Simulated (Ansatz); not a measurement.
## Al: energy along a strain

Al, Im-3m, a = 3.182 Å (as given, not relaxed at this level: 0.5 GPa). This isn't the element's structure at ambient conditions. Ansatz: r2SCAN, PAW, 500 eV, Γ-centred 20×20×20 mesh on 1 atom, Gaussian smearing 0.15 eV; no spin polarisation. Cell vectors (Å): -1.591 1.591 1.591; 1.591 -1.591 1.591; 1.591 1.591 -1.591. The cell is strained by x per cent times the pattern (1 1 0 0 0 0) in the order xx yy zz yz xz xy (engineering shears), with fractional coordinates held. y is the free energy over the start, V0 = 16.116 Å³/atom.

| x (%) | y (meV/atom) |
| --- | --- |
| -4.00 | 30.13 |
| -3.00 | ? |
| -2.00 | 8.02 |
| -1.00 | 2.44 |
| 0.00 | 0.00 |
| 1.00 | 0.47 |
| 2.00 | 3.77 |
| 3.00 | 9.81 |
| 3.50 | 13.82 |
| 4.00 | 18.45 |

Fit y = c1 x + c2 x² + c3 x³ to the other rows, get the stiffness along the pattern, and predict the missing energy.

Least squares on the rows shown. y = −0.95538 x + 1.5136 x² − 0.031816 x³. The clamped-ion stiffness p·C·p = 2 × 15.14 eV × 160.2 / 16.116 Å³ = 301 GPa (second derivative at the start, which stands under stress). At x = -3.00 the fit asked for gives 17.35 meV/atom. The run gave 17.11 meV/atom, so the fit is 0.24 meV/atom too high, 0.8 % of the span of the series, against an rms of 0.10 meV/atom on the fitted rows. With a term in x⁴ added, a fit to the same known rows predicts 17.14 meV/atom, so most of the miss is curvature that the known rows already hold.

The energy rises more steeply under in-plane compression than under expansion. Most of this asymmetry comes from the linear term: the starting cell is slightly compressed, so the minimum along this path lies at a small positive strain. The negative cubic term adds the usual anharmonicity, as squeezing a nearly-free-electron metal raises the kinetic energy of its electrons faster than expansion lowers it.

The pattern mixes a volume change with a tetragonal shear, and the bulk modulus carries most of the weight in the resulting 301 GPa. This value is therefore neither a uniaxial modulus nor a measure of shear rigidity. With one atom per cell there are no internal coordinates to relax, so the clamped-ion value is also the relaxed-ion one for this strain.

The positive curvature doesn't establish that bcc Al is mechanically stable. The phase is known to be soft or unstable against the volume-conserving tetragonal shear that leads towards fcc, and a stiff volume response can hide that weakness here.
